Q: I have the hyperfine constants of sodium-like Gd$^{53+}$ at three levels: frozen-core Dirac–Hartree–Fock (DHF), the same with core polarisation in the random-phase approximation (RPA), and Brueckner orbitals with RPA. With 53 electrons removed I took the last one to be hydrogen-like in the net charge $\zeta = 64 - 10 = 54$. That reproduces 5g9/2 and is wrong by a factor of two for 3s1/2. What supplies the rest?

B-spline many-body code 1, no-pair Dirac-Coulomb: hyperfine constants of Gd53+ (Z = 64), one electron outside the closed core [He] 2s2 2p6, from frozen-core DHF, with RPA core polarisation, and with Brueckner orbitals (second-order and RPA-screened correlation potential) plus RPA. The nucleus is uniformly magnetised, with rms radius 5.1569 fm.

| hyperfine | A/g, DHF (MHz) | A/g, RPA (MHz) | A/g, Brueckner RPA (MHz) | B/Q, DHF (MHz/barn) | B/Q, RPA (MHz/barn) |
| --- | --- | --- | --- | --- | --- |
| 3s1/2 | 3111000 | 3184000 | 3187000 | n/a | n/a |
| 4s1/2 | 1259000 | 1285000 | 1286000 | n/a | n/a |
| 5s1/2 | 628200 | 640700 | 641100 | n/a | n/a |
| 6s1/2 | 357200 | 364100 | 364300 | n/a | n/a |
| 3p1/2 | 1006000 | 1031000 | 1032000 | n/a | n/a |
| 4p1/2 | 412000 | 420800 | 421100 | n/a | n/a |
| 5p1/2 | 207100 | 211200 | 211300 | n/a | n/a |
| 6p1/2 | 118300 | 120600 | 120600 | n/a | n/a |
| 3p3/2 | 134100 | 131400 | 131500 | 265000 | 269000 |
| 4p3/2 | 55490 | 54210 | 54230 | 110000 | 112000 |
| 5p3/2 | 28080 | 27410 | 27420 | 55900 | 56500 |
| 6p3/2 | 16110 | 15730 | 15730 | 32100 | 32500 |
| 3d3/2 | 72020 | 71610 | 71650 | 47800 | 46200 |
| 4d3/2 | 30230 | 30010 | 30020 | 20400 | 20100 |
| 5d3/2 | 15420 | 15310 | 15310 | 10500 | 10400 |
| 6d3/2 | 8896 | 8833 | 8835 | 6100 | 6040 |
| 3d5/2 | 29220 | 25630 | 25640 | 60900 | 59200 |
| 4d5/2 | 12270 | 11630 | 11640 | 25700 | 25400 |
| 5d5/2 | 6263 | 6063 | 6065 | 13200 | 13100 |
| 6d5/2 | 3616 | 3531 | 3532 | 7600 | 7560 |
| 4f5/2 | 7987 | 8090 | 8096 | 8360 | 9140 |
| 5f5/2 | 4123 | 4182 | 4184 | 4340 | 4650 |
| 6f5/2 | 2394 | 2428 | 2430 | 2530 | 2690 |
| 7f5/2 | 1510 | 1532 | 1532 | 1600 | 1690 |
| 4f7/2 | 4368 | 4118 | 4120 | 9480 | 10400 |
| 5f7/2 | 2255 | 2106 | 2107 | 4900 | 5270 |
| 6f7/2 | 1310 | 1220 | 1221 | 2850 | 3040 |
| 7f7/2 | 826.1 | 769.1 | 769.4 | 1800 | 1910 |
| 5g7/2 | 1721 | 1725 | 1725 | 2240 | 2590 |
| 6g7/2 | 998.2 | 1002 | 1003 | 1310 | 1500 |
| 7g7/2 | 629.5 | 632.6 | 632.7 | 825 | 945 |
| 5g9/2 | 1087 | 1080 | 1080 | 2420 | 2800 |
| 6g9/2 | 630.9 | 624.0 | 624.1 | 1410 | 1620 |
| 7g9/2 | 397.9 | 392.5 | 392.6 | 888 | 1020 |

A: Fix the symbols first. $A/g$ is the magnetic dipole constant divided by the nuclear $g$ factor $\mu/(I\mu_N)$, and $B/Q$ is the electric quadrupole constant divided by the nuclear quadrupole moment. Neither is a splitting yet; the stable odd isotopes of Gd have negative $g$, so their $A$ has the opposite sign. The 3s1/2 row is the ground state and all other rows are excited states of the one outer electron. Now show me your estimate.

Q: Without relativity $A/g = C_A\langle r^{-3}\rangle\, l(l+1)/[j(j+1)]$ with $C_A = \mu_0\mu_B\mu_N/(2\pi a_0^3 h) = 95.41$ MHz and $r$ in bohr. The hydrogenic $\langle r^{-3}\rangle = \zeta^3/[n^3 l(l+\tfrac12)(l+1)]$ then gives

$$A/g = \frac{C_A\,\zeta^3}{n^3\,(l+\tfrac12)\,j(j+1)},$$

which also covers the contact term of s states. The numerator is $95.41 \times 54^3 = 1.502\times10^7$ MHz. For 5g9/2 I divide by $125 \times 4.5 \times 24.75$ and get 1079 MHz, against 1087 in DHF. For 3s1/2 I divide by $27 \times 0.5 \times 0.75$ and get $1.484\times10^6$ MHz, against $3.111\times10^6$. My suspect is the core. An s electron polarises the spins of the core s shells, which then add their own contact field, and in neutral alkali atoms that is a large correction.

A: The mechanism is real, and the table measures it, because DHF keeps the core frozen and RPA lets it respond. For 3s1/2 the DHF value already lies 110% above your estimate, and RPA adds 2.3% to DHF. In no s or p row does RPA move $A/g$ by as much as 3%. The Brueckner step, which lets the outer orbital relax in the correlation potential of the core, is at most 0.10% in any row. So the numbers dismiss core polarisation and correlation as the source of the factor of two.

Theory says why the analogy with neutral atoms misleads. The repulsion between electrons grows as the first power of the charge, while the energy needed to excite the core grows as its square, so the relative response of the core falls roughly as one over the charge. I would give the Brueckner step no interpretation at all. It is often one or two units in the last digit, and Breit, QED, structure-radiation and normalisation terms, all left out of these constants, cannot be assumed smaller than that at $Z = 64$.

Q: Then relativity. An s1/2 or p1/2 Dirac orbital piles up at the nucleus.

A: That is needed. The exact point-nucleus Dirac result for a charge $z$ replaces $1/[n^3(2l+1)]$ by

$$\frac{\kappa\,[\,2\kappa(\gamma+n_r) - N\,]}{N^4\,\gamma\,(4\gamma^2-1)},$$

where $\kappa = -(l+1)$ for $j = l+\tfrac12$ and $\kappa = l$ for $j = l-\tfrac12$, $\gamma = \sqrt{\kappa^2 - (z\alpha)^2}$, $n_r = n - |\kappa|$ and $N^2 = n_r^2 + 2n_r\gamma + \kappa^2$. With $z = 54$ it comes within 0.2% of DHF at both ends of the two g series, which settles those rows: the g electron sees the net charge and a small relativistic correction. For 3s1/2 it is still 31% below DHF.

Q: An s electron reaches the nucleus, so perhaps the charge should be the bare 64.

A: That overshoots 3s1/2 by 36% and 5g9/2 by 67%, both relative to DHF. You can solve the Dirac formula for the charge that reproduces each row, one equation per row. It gives 59.4 for 3s1/2, 58.5 for 6s1/2, 56.2 for 3d5/2 and 54.0 for the g states. That describes the table and explains nothing, and the drift with $n$ hints that one number is doing two jobs.

The hyperfine operator weights small $r$, so $A$ depends on the shape of the orbital near the nucleus and on its amplitude there. Inside the core the potential is far deeper than the binding energy, so the shape is that of an electron in nearly the full nuclear charge $Z$ and hardly depends on $n$. The amplitude is fixed by how often the electron comes in. In the semiclassical picture its square is proportional to the orbital frequency, which equals the level spacing $dE/dn$. The electron spends most of its period outside the core, where $E = -\zeta^2/(2\nu^2)$ hartree defines an effective quantum number $\nu$, and if $n - \nu$ is constant along the series the spacing is $\zeta^2/\nu^3$. For a bare ion the spacing is $Z^2/n^3$, so its $Z^3/n^3$ is $Z$ times the spacing. Keep the first factor and exchange the second:

$$A/g = \frac{C_A\, Z\zeta^2}{\nu^3\,(l+\tfrac12)\,j(j+1)}\,F,\qquad F = \frac{|\kappa|(4\kappa^2-1)}{\gamma(4\gamma^2-1)}.$$

This is the Fermi–Segrè form. $F$ is the Casimir factor, the large-$n$ limit of the Dirac expression over the nonrelativistic one, evaluated with the inner charge $Z$. Penetration and relativity multiply here, and penetration also raises the charge at which relativity acts. Work it for 3s1/2; nothing is fitted.

Q: The same calculation gives a removal energy of 5025.95 eV, so $\nu = 54\sqrt{13.606/5025.95} = 2.810$. With $Z\alpha = 0.467$, $\gamma = 0.8843$ and $F = 3/(0.8843 \times 2.128) = 1.59$. Relative to my first estimate there are three factors: $64/54 = 1.185$, $(3/2.810)^3 = 1.217$ and $1.59$. Their product is 2.30, which turns $1.484\times10^6$ into $3.41\times10^6$ MHz, 9.7% above DHF.

A: Better than either single charge, which missed by more than 30%. Two remarks on the inputs. The energy is the Brueckner value, 5032.5 eV, with Breit and QED shifts added, while the DHF constant you compare with has neither correlation nor those shifts. But the two shifts together take only 6.6 eV off the removal energy and 0.2% off $\nu^{-3}$, and even a correlation shift of 5 eV would change $\nu^{-3}$ by only 0.15%. And $\nu$ lies below 3 both because the electron penetrates and because relativity binds it more strongly, so your three factors do not sort cleanly into screening and relativity.

Q: A 10% miss leaves room for doubt. Is there a sharper way to tell that two charges are at work?

A: There are two ratios, one for each job. The ratio of the two $j$ members of a doublet cancels most of the amplitude and so probes the inner shape. Your nonrelativistic formula gives $(l+\tfrac32)/(l-\tfrac12)$, which is 5 for p, whatever the charge. For 3p, DHF has 7.50, while the Dirac formula gives 6.65 with charge 54 and 7.64 with charge 64. The p1/2 orbital feels something close to the bare nucleus where its hyperfine field is made. The comparison must be made with DHF: RPA pushes the two members in opposite directions and lifts the ratio to 7.85, beyond the bare-nucleus value.

The ratio of successive $n$ cancels the shape and probes the amplitude. For 3s1/2 over 4s1/2 DHF gives 2.471. The $n^{-3}$ law gives 2.370, and the Dirac formula raises that only to 2.391 even with charge 64, whereas $\nu^{-3}$ gives 2.488. In all five pairs compared, two of s and one each of p1/2, p3/2 and d5/2, $\nu^{-3}$ is the closest. The condition behind it holds well, since $n - \nu$ is 0.190, 0.193 and 0.197 for 3s, 4s and 5s. The Breit and QED shifts in the energies have no counterpart in the constants, but a change of 0.2% in $\nu^{-3}$, their effect for 3s, would not alter which law is closest in any pair. Otherwise the energies come from the same calculation as the constants, so this shows that its amplitudes follow its level spacings as the argument requires; it says nothing about nature.

Q: And the overshoot?

A: Theory names three contributions of the right sign, and these numbers do not apportion them. The formula itself is approximate: applied to a bare Dirac ion of charge 64 with its exact energy it is 1.8% high for 3s1/2 and 3.6% high for 3p1/2. The model has a point nucleus, while the calculation spreads charge and magnetisation over a radius $R$, which cuts off the singular Dirac density; the scale $(2ZR/a_0)^{2\gamma-1}$ is about 0.04, so a few per cent for s1/2, as an order of magnitude only. And the 1s electrons partly screen the nucleus even in the inner region. Nuclear size cannot be the whole story, because 3p3/2, whose density vanishes at the nucleus, is still overestimated by 5.4%.

Q: Does the two-charge form hold for every $l$?

A: No, and its failure is instructive. It is about 11 to 12% above DHF for the 3d and 4d rows, roughly as far off as the Dirac formula with charge 54 is in the other direction, and about 19% above for 4f, where charge 54 is only 1.5% low. Solve the Fermi–Segrè form row by row for the inner charge that reproduces DHF and you find 61 to 62 for s and p, 58 for d and 54 for f. Those values absorb the formula's own error and the nuclear size, so trust the sequence and not the digits.

The sequence follows from the centrifugal barrier. The orbital rises as $r^{l+1}$ up to an inner turning point, which is near $l(l+1)/(2z)$ bohr for high $n$ and somewhat further out for the lowest $n$ of each $l$, and $\langle r^{-3}\rangle$ is gathered around there. That is roughly 0.02 bohr for p, 0.05 for d, 0.11 for f and 0.19 for g. The $n = 1$ shell has a radius of about 0.02 bohr and the $n = 2$ shell about 0.07, from $n^2/z$. So p samples the region of the 1s shell, d the region of the $n=2$ shell, while f lies mostly outside it and g almost wholly. The doublet ratios agree: 3d at 2.465 falls between the Dirac values 2.439 and 2.485, and 4f at 1.829 sits on the value 1.828 for charge 54.

Q: One row seems to rescue my first formula. It matches the RPA value of 3d5/2 to 0.8%.

A: Follow the steps. DHF lies 14.9% above your formula, by penetration and a little relativity, and RPA then takes 12.3% off DHF, from 29220 to 25630 MHz. The agreement is a cancellation, and it does not survive along the series: RPA lowers 4d5/2, 5d5/2 and 6d5/2 by only 5.2, 3.2 and 2.4%, and they stay 8 to 11% above your formula. It is tempting to blame the overlap of the compact, nodeless 3d orbital with the $n = 2$ shell, but the 3d3/2 orbital is much the same in that respect and its row shows no such jump. Overlap could still be the cause if the spin and orbital parts of the core response added up in 3d5/2 and nearly cancelled in 3d3/2, but nothing here separates those parts, and nothing excludes a numerical cause. The large 3d5/2 step stays unexplained.

Q: So core polarisation does decide some rows.

A: It decides those where the one-electron picture leaves little to explain. For 4f7/2 DHF is 2.6% above your formula and RPA removes 5.7% of DHF. The sign has a pattern: for $l \ge 1$ RPA lowers every $j = l+\tfrac12$ row and raises the $j = l-\tfrac12$ rows, except d3/2, which falls by less than 1%. A contact field from spin-polarised core s shells would act this way, since the projection of the spin on $j$ is $\pm 1/(2l+1)$ for the two members. It would give equal and opposite shifts in MHz, however, and 4f has $+103$ (7987 to 8090) and $-250$ (4368 to 4118), so other parts of the core response must contribute.

The clearest case is $B/Q$ of 5g9/2. The hydrogenic form is $C_B\langle r^{-3}\rangle(2j-1)/(2j+2)$ with $C_B = 234.96$ MHz/barn. Here $\langle r^{-3}\rangle = 54^3/(125 \times 4 \times 4.5 \times 5) = 14.0$, and $234.96 \times 14.0 \times 8/11$ is about 2390 MHz/barn, against 2420 in DHF. RPA raises it to 2800, by 15.7%, while it lowers $A/g$ of the same row by 0.6%.

Q: Why would the core matter so much more for $B$ than for $A$ in an orbital that hardly touches it?

A: Because it need not touch it. The nuclear quadrupole field distorts the charge of the closed shells, and the induced quadrupole moment acts on an outer electron by plain Coulomb force, with the same $r^{-3}$ dependence as the nuclear moment. This is the Sternheimer effect. An electron wholly outside the core sees the full induced moment as a fixed fraction of $Q$, which fits the nearly constant 14.5 to 15.7% of the g rows. An electron that penetrates samples the distorted shells from within, where the induced field no longer follows $r^{-3}$ and can even change sign, and exchange adds its share. The step drops to between 5.6 and 9.7% for f, turns negative for d and stays below 2% for p3/2. $B/Q$ holds only two or three digits, up to 0.5% in rounding, so the drift of the small p and d steps at high $n$ means little. The nuclear magnetic dipole, being odd under time reversal, induces spin and current in the core but no change of charge density in first order. In a Coulomb-only Hamiltonian its effect then reaches the outer electron through exchange alone, which needs overlap, and the g rows of $A/g$ move by 1.4% at most.

Q: How would I use this for a state or an ion next to these?

A: Compare the inner turning point with the core radius. An h state of this ion lies still further out than g, so I would take the Dirac formula with charge 54 for $A$ and expect a Sternheimer enhancement of $B$ like that of g. For a higher s state, scale from 5s1/2 with $\nu^{-3}$ rather than $n^{-3}$. In a heavier sodium-like ion the ratio $Z/\zeta$ moves towards one, so penetration weighs less, while $F$ and the nuclear-size reduction grow and the p doublet ratio moves further from 5. In a lighter one $F$ tends to one and the core response grows roughly as one over the charge, until your first suspect has to be taken seriously for s states too.
